# Notes: recovering $\varepsilon$ and an unknown boundary permittivity from total-dipole fluctuations of SPC/E water

## The data

I have three runs of one cell: $N = 1000$ rigid SPC/E molecules, cubic edge $L = 3.104$ nm, canonical ensemble at $T = 300$ K, Ewald summation. Run A is plain tin-foil Ewald. Run C has the surface term switched on with vacuum surroundings. Run B has the surface term on too, but with a surrounding permittivity that I do not know. The numbers below are made for this exercise and rounded as simulation output would be; they come from no real trajectory.

| run | boundary | $\overline{M^2}$ / $10^{-57}$ C$^2$m$^2$ | $\lvert\overline{\mathbf M}\rvert^2$ / $10^{-57}$ C$^2$m$^2$ | $\tau$ / ps | $t_{\rm run}$ / ns |
|---|---|---|---|---|---|
| A | tin-foil | 231 | 0.3 | 11 | 20 |
| B | unknown | 85.9 | 0.02 | 4.1 | 20 |
| C | vacuum | 9.44 | 0.001 | 0.50 | 5 |

$\mathbf M = \sum_i q_i \mathbf r_i$ is the dipole of the cell, summed over whole molecules. Each molecule is neutral, so $\mathbf M$ is the sum of the molecular dipoles and does not change when a whole molecule is moved by a lattice vector. An overbar is a time average over the run, and angle brackets are ensemble averages. With $c(t)$ the normalised autocorrelation function of a component of $\mathbf M$, I define $\tau = 2\int_0^\infty c^2\,dt$, which is the decay time when $c$ is a single exponential.

Wanted: the static relative permittivity $\varepsilon$ of the model liquid, the relative permittivity $\varepsilon'$ of the surroundings in run B, and the Kirkwood factor. I write $\chi = \varepsilon - 1$. I carry unrounded intermediates throughout and round only what I print.

## The forward model

**Surface term.** The lattice sum over replicas of a cell with a net dipole converges only conditionally. I sum it in spherical shells and embed the resulting macroscopic sphere, of radius $R$, in a continuum of permittivity $\varepsilon'$. All replicas carry the same $\mathbf M$, so for a frozen configuration the sphere has a fixed uniform polarisation $\mathbf P = \mathbf M/V$, along $z$ say. The molecules are not polarisable, so inside the sphere the charges sit in vacuum. Take $\phi_{\rm in} = a\,r\cos\theta$ and $\phi_{\rm out} = b\cos\theta/r^2$. Continuity of $\phi$ at $R$ gives $b = aR^3$. Continuity of the normal displacement gives $-\varepsilon_0 a + P = 2\varepsilon_0\varepsilon' b/R^3$. Hence $a = P/[\varepsilon_0(2\varepsilon'+1)]$, and the uniform field inside is

$$\mathbf E_{\rm dep} = -\frac{\mathbf P}{\varepsilon_0(2\varepsilon'+1)} .$$

The work of building up $\mathbf P$ against this field is $-\tfrac12\mathbf P\cdot\mathbf E_{\rm dep}$ per volume, so per cell

$$U_{\rm s} = \frac{M^2}{2\varepsilon_0(2\varepsilon'+1)V} . \tag{1}$$

This is the surface term of de Leeuw, Perram and Smith (1980); in Gaussian units it reads $2\pi M^2/[(2\varepsilon'+1)V]$. It vanishes as $\varepsilon' \to \infty$. What remains is the tin-foil Ewald energy, whose potential is periodic, so that the field of the charges averages to zero over the cell. The whole dependence on $\varepsilon'$ is therefore in (1): $H_{\varepsilon'} = H_\infty + U_{\rm s}$.

**Linear response.** Add $-\mathbf M\cdot\mathbf E_{\rm c}$ to the Hamiltonian, with $\mathbf E_{\rm c}$ the uniform field that would exist in the sphere if it were empty. To first order the change of the mean dipole is $\delta\langle M_z\rangle = \sigma^2 E_{\rm c}/k_{\rm B}T$, where $\sigma^2 = (\langle M^2\rangle - \lvert\langle\mathbf M\rangle\rvert^2)/3$ is the variance of one component at zero field; the symmetry of the cubic cell makes the three variances equal and the cross terms zero. I define the dimensionless fluctuation

$$y = \frac{\langle M^2\rangle - \lvert\langle\mathbf M\rangle\rvert^2}{3\varepsilon_0 V k_{\rm B}T},$$

so that the induced polarisation is $P = \varepsilon_0\, y\, E_{\rm c}$. The permittivity is defined against the Maxwell field, $P = \varepsilon_0\chi E$, with $E = E_{\rm c} - P/[\varepsilon_0(2\varepsilon'+1)]$. Solving for $E$ gives $E = E_{\rm c}(2\varepsilon'+1)/(2\varepsilon'+\varepsilon)$, and so

$$\frac{(\varepsilon-1)(2\varepsilon'+1)}{2\varepsilon'+\varepsilon} = \frac{\langle M^2\rangle - \lvert\langle\mathbf M\rangle\rvert^2}{3\varepsilon_0 V k_{\rm B}T} = y . \tag{2}$$

In Gaussian units $1/\varepsilon_0$ becomes $4\pi$. The limits: $\varepsilon'\to\infty$ gives $y = \varepsilon-1$; $\varepsilon' = 1$ gives $y = 3(\varepsilon-1)/(\varepsilon+2)$; $\varepsilon' = \varepsilon$ gives Kirkwood's $y = (\varepsilon-1)(2\varepsilon+1)/(3\varepsilon)$. The step that carries the physics is that $\chi$ is a property of the liquid and is the same for every $\varepsilon'$. Equation (2) needs non-polarisable molecules: with induced dipoles both (1) and the fluctuation formula acquire a high-frequency permittivity. For SPC/E that permittivity is 1, and the $\varepsilon$ I infer is that of the model.

**The form I invert.** Since $2\varepsilon'+\varepsilon = \chi + (2\varepsilon'+1)$, the reciprocal of (2) is a sum:

$$u \equiv \frac1y = \frac1\chi + s, \qquad s = \frac{1}{2\varepsilon'+1} . \tag{3}$$

There is a second way to see this. If $\mathbf M$ is Gaussian under tin-foil, its weight is $\exp[-M^2/(2\varepsilon_0Vk_{\rm B}T\chi)]$. The Boltzmann factor of (1) multiplies it by $\exp[-sM^2/(2\varepsilon_0Vk_{\rm B}T)]$, and inverse variances add. The liquid and the boundary act as two springs on the same coordinate. Physical surroundings have $\varepsilon' \ge 1$, that is $0 \le s \le 1/3$.

## Reducing the data

The volume is $V = L^3 = 2.9906\times10^{-26}$ m$^3$, $k_{\rm B}T = 4.1419\times10^{-21}$ J, and the conversion constant is

$$K = 3\varepsilon_0Vk_{\rm B}T = 3.2903\times10^{-57}\ {\rm C^2m^2}.$$

**Whether to subtract the mean.** In the liquid at zero field $\langle\mathbf M\rangle = 0$ by symmetry, so $\overline{M^2}$ is an unbiased estimate of the fluctuation. The time average $\overline{\mathbf M}$ of a finite run is not zero: for exponential $c(t)$ and $t_{\rm run}\gg\tau$ the expected value of $\lvert\overline{\mathbf M}\rvert^2$ is $(2\tau/t_{\rm run})\langle M^2\rangle$. Subtracting it biases $y$ low by the fraction $2\tau/t_{\rm run}$ on average, 0.11 % in run A. I do not subtract. The column serves as a warning light: in the units of the table the expected sizes are 0.25, 0.035 and 0.0019, and an entry many times larger would mean a run that had not forgotten its start. Subtracting the entry for A would move $y_{\rm A}$ by 0.13 %, which will not matter.

**Statistical error.** For a stationary Gaussian process the covariance of $M_x^2(0)$ and $M_x^2(t)$ is $2\sigma^4c(t)^2$. The variance of the time average of $M_x^2$ is then $(2/t_{\rm run})\int_0^\infty 2\sigma^4c^2\,dt = 2\sigma^4\tau/t_{\rm run}$ for $t_{\rm run}\gg\tau$. Three independent components give $6\sigma^4\tau/t_{\rm run}$, and dividing by $(3\sigma^2)^2$,

$$r = \frac{\delta y}{y} = \frac{\delta u}{u} = \sqrt{\frac{2\tau}{3\,t_{\rm run}}} .$$

All $\pm$ values below are one standard error.

| run | $y = \overline{M^2}/K$ | $r$ | $\delta y$ | $u = 1/y$ | $\delta u$ / $10^{-4}$ |
|---|---|---|---|---|---|
| A | 70.2 | 1.9 % | 1.3 | 0.01424 | 2.7 |
| B | 26.11 | 1.2 % | 0.31 | 0.03830 | 4.5 |
| C | 2.869 | 0.82 % | 0.023 | 0.3486 | 28 |

The relative errors fall from A to C, yet the absolute error of $u$, which is what (3) uses, rises tenfold.

## Inversion

**Run A.** With $s = 0$, $\chi = y_{\rm A}$, and

$$\varepsilon = 71.2 \pm 1.3 .$$

**Run B with run A.** The difference of (3) between the runs removes the liquid:

$$s = u_{\rm B} - u_{\rm A} = 0.02406, \qquad \delta s = \sqrt{\delta u_{\rm A}^2 + \delta u_{\rm B}^2} = 5.2\times10^{-4}.$$

Then $2\varepsilon'+1 = 1/s = 41.6 \pm 0.9$, and with $\delta\varepsilon' = \delta s/(2s^2) = 0.45$,

$$\varepsilon' = 20.3 \pm 0.5 .$$

Mapping $s \pm \delta s$ through the exact inverse gives 19.8 to 20.7, so the linearised error is adequate. Run B supplies 73 % of the variance of $s$. The two results share $u_{\rm A}$: a fluctuation that raises $u_{\rm A}$ lowers $\varepsilon$, lowers $s$ and raises $\varepsilon'$. The correlation coefficient of $\varepsilon$ and $\varepsilon'$ is $-\delta u_{\rm A}/\delta s = -0.52$. If the lost setting was an integer, 20 lies 0.6 and 21 lies 1.6 standard errors from the estimate, and these data do not decide firmly between them.

**Run C.** With $s = 1/3$, $1/\chi = u_{\rm C} - 1/3 = 0.0152 \pm 0.0028$. The central value gives $\varepsilon = 67$, and the interval maps to 56 to 82, skewed upward because of the pole at $y = 3$. The datum lies 0.131 below that pole, or 5.6 standard errors. The right variable for combining A and C is $1/\chi$, in which the errors are close to symmetric. The weight of C relative to A is $(\delta u_{\rm A}/\delta u_{\rm C})^2 = 0.9$ %, and including C lowers $\varepsilon$ by 0.04, so the printed result stands. That the interval from C contains the value from A is no test of (2) here, because the data were made with (2) in hand; with real trajectories it would be a test, and a weak one.

**Kirkwood factors.** These need the molecular dipole as a further input. I take the SPC/E parameters from memory as given: $q_{\rm H} = 0.4238\,e$, $r_{\rm OH} = 0.1$ nm, HOH angle $\vartheta = 109.47^\circ$. Then $\mu = 2q_{\rm H}r_{\rm OH}\cos(\vartheta/2) = 7.841\times10^{-30}$ C m, $N\mu^2 = 61.5\times10^{-57}$ C$^2$m$^2$ and $y_0 = N\mu^2/K = 18.7$. The finite-system factor $G = \langle M^2\rangle/(N\mu^2) = y/y_0$ is 3.76, 1.40 and 0.154 for A, B and C. It depends on the boundary, since it includes the long-range dipolar correlations summed over the whole cell. The factor $g_{\rm K}$ of Kirkwood's formula is $G$ for $\varepsilon' = \varepsilon$. With the inferred $\varepsilon$,

$$y_{\rm K} = \frac{(\varepsilon-1)(2\varepsilon+1)}{3\varepsilon} = 47.1, \qquad g_{\rm K} = \frac{y_{\rm K}}{y_0} = 2.52 \pm 0.05,$$

where the error uses $dy_{\rm K}/d\varepsilon = (2\varepsilon^2+1)/(3\varepsilon^2)$.

**A prediction.** From (1), $\langle U_{\rm s}\rangle = \tfrac32k_{\rm B}T\,y\,s$. For run B, $y_{\rm B}s = 1 - y_{\rm B}/y_{\rm A} = 0.628$, free of $K$, so $\langle U_{\rm s}\rangle = (0.94 \pm 0.01)\,k_{\rm B}T = 3.9\times10^{-21}$ J for the whole cell. An energy below $k_{\rm B}T$ shared among a thousand molecules cuts the variance of $\mathbf M$ by 63 %, because it acts entirely on three collective coordinates. Had $U_{\rm s}$ been logged separately, one frame with its $M^2$ would have given $\varepsilon'$ from (1) with no statistical error at all.

## Uniqueness

In the variables $(1/\chi, s)$ the map to $(u_{\rm A}, u_{\rm B})$ is linear and triangular with unit determinant, so A and B together have exactly one solution. It is physical if $u_{\rm A} \le u_{\rm B} \le u_{\rm A} + 1/3$, which holds.

Run B alone fixes only the sum $1/\chi + s$, a curve in the $(\varepsilon',\varepsilon)$ plane:

| assumed $\varepsilon'$ | $\varepsilon$ from run B |
|---|---|
| 15 | 166 |
| 20 | 72.9 |
| 30 | 46.6 |
| $\varepsilon' = \varepsilon$ | 39.7 |
| $\infty$ | 27.1 |

The Kirkwood entry is the positive root of $2\varepsilon^2 - (1+3y_{\rm B})\varepsilon - 1 = 0$; the product of the roots is $-1/2$, so the other root is negative and there is no ambiguity within that reading. Two bounds do follow from B alone. Since $s \ge 0$, $\varepsilon \ge 1 + y_{\rm B} = 27.1$. Since $\chi$ is positive and finite, $2\varepsilon'+1 > y_{\rm B}$, or $\varepsilon' > 12.6$, which excludes vacuum. Nothing bounds $\varepsilon$ from above. Equation (3) is moreover symmetric under $\chi \leftrightarrow 2\varepsilon'+1$: the variance of one run does not tell which spring is the liquid. More moments of $\mathbf M$ from the same run do not help while the distribution is Gaussian, for the variance then determines them all. Several runs with unknown boundaries do not help either, as each brings one datum and one unknown. One run with a known $\varepsilon'$ is needed.

The fluctuations also cannot separate $\mu$ from $g_{\rm K}$. Only the product $\mu^2g_{\rm K}$ enters, and I got $g_{\rm K}$ by supplying $\mu$ from the force field.

## How errors carry through

For known $\varepsilon'$, (3) gives $\delta(1/\chi) = \delta u$, so

$$\frac{\delta\chi}{\chi} = \frac{\chi}{y}\,\frac{\delta y}{y}, \qquad \frac{\chi}{y} = \frac{2\varepsilon'+\varepsilon}{2\varepsilon'+1} .$$

With the inferred $\varepsilon$ the amplification factor is 1 for tin-foil, 1.49 for $\varepsilon' = \varepsilon$, 2.69 for the boundary of run B and 24.4 for vacuum. The shorter correlation time under vacuum repays only part of this. To match the precision of run A in $\chi$, run C would need $t_{\rm run} = 20\ {\rm ns}\times(0.50/11)\times24.4^2 = 5.4\times10^2$ ns.

For $\varepsilon'$ the conditioning is the reverse: $\delta\varepsilon' = \tfrac12(2\varepsilon'+1)^2\,\delta s$ grows as the square of $2\varepsilon'+1$. A run with a large $\varepsilon'$ and the length of A has $\delta s \approx \sqrt2\,\delta u_{\rm A} = 3.9\times10^{-4}$, and $s$ falls below $2\,\delta s$ for $\varepsilon'$ above about $6.5\times10^2$. Such a boundary could not be told from tin-foil.

Errors in $K$ are common to all runs. Using a temperature wrong by 1 K in the conversion changes every $y$ by 0.33 %. That shifts $\varepsilon$ by 0.23 through run A and, linearised at the inferred $\varepsilon$, by 5.7 through run C. It shifts $\varepsilon'$ by 0.07, since $1/s \propto 1/K$. Rounding is smaller than the statistics: half a unit in the last place of $L$ is 0.05 % in $V$, and of the entry 231 it is 0.22 %. Because $r \propto \sqrt\tau$, a relative error in $\tau$ enters the error bars halved.

**Departure from a Gaussian.** For a finite cell $\lvert\mathbf M\rvert \le N\mu$, so the weight cannot be exactly Gaussian, and (3) then links the curvatures of the free energy at $\mathbf M = 0$ and not quite the variances. I want its size. Let $x = M/\sigma_0$ be the modulus of a three-dimensional vector with weight $\exp(-x^2/2 - \beta x^4)$. The Gaussian moments $\langle x^2\rangle, \langle x^4\rangle, \langle x^6\rangle, \langle x^8\rangle = 3, 15, 105, 945$ give, to first order in $\beta$, relative changes of $-20\beta$ in $\langle x^2\rangle$, $-48\beta$ in $\langle x^4\rangle$ and $-8\beta$ in the ratio $\langle x^4\rangle/\langle x^2\rangle^2$. For $n$ independent, freely oriented dipoles of equal length that ratio is $\tfrac53 - \tfrac{2}{3n}$, a relative change of $-2/(5n)$ from the Gaussian $5/3$. So $\beta = 1/(20n)$, and the variance lies a fraction $1/n$ below the value set by the curvature. As a crude model of run A, I lock the molecules into parallel blocks of $G_{\rm A}$ members, which reproduces $\langle M^2\rangle$ by construction and gives $n = N/G_{\rm A} = 266$. The shift is 0.4 % in A. In B the same quartic term acts on a narrower distribution, $\beta$ scales as $(y_{\rm B}/y_{\rm A})^2 = 0.138$, and the shift is 0.05 %. Correcting both raises $s$ by $3\times10^{-5}$ and lowers $\varepsilon'$ by 0.03. The block model gives only an order of magnitude, but that order is well under the statistical errors of 1.9 % and 0.45, and I leave it uncorrected. The 0.4 % also indicates the size of this one finite-$N$ effect on $\varepsilon$; other size dependence of $\chi$ cannot be judged from a single cell size. The shift falls as $1/N$ while $r$ does not depend on $N$ at fixed $\tau$, so it would matter for a much smaller cell or a much longer run.

## Result

$$\varepsilon = 71.2 \pm 1.3, \qquad \varepsilon'_{\rm B} = 20.3 \pm 0.5, \qquad g_{\rm K} = 2.52 \pm 0.05,$$

with a correlation of $-0.52$ between the first two. The value of $\varepsilon$ rests on the tin-foil run, $\varepsilon'_{\rm B}$ on the difference of inverse variances between B and A, and $g_{\rm K}$ on $\varepsilon$ together with the force-field dipole.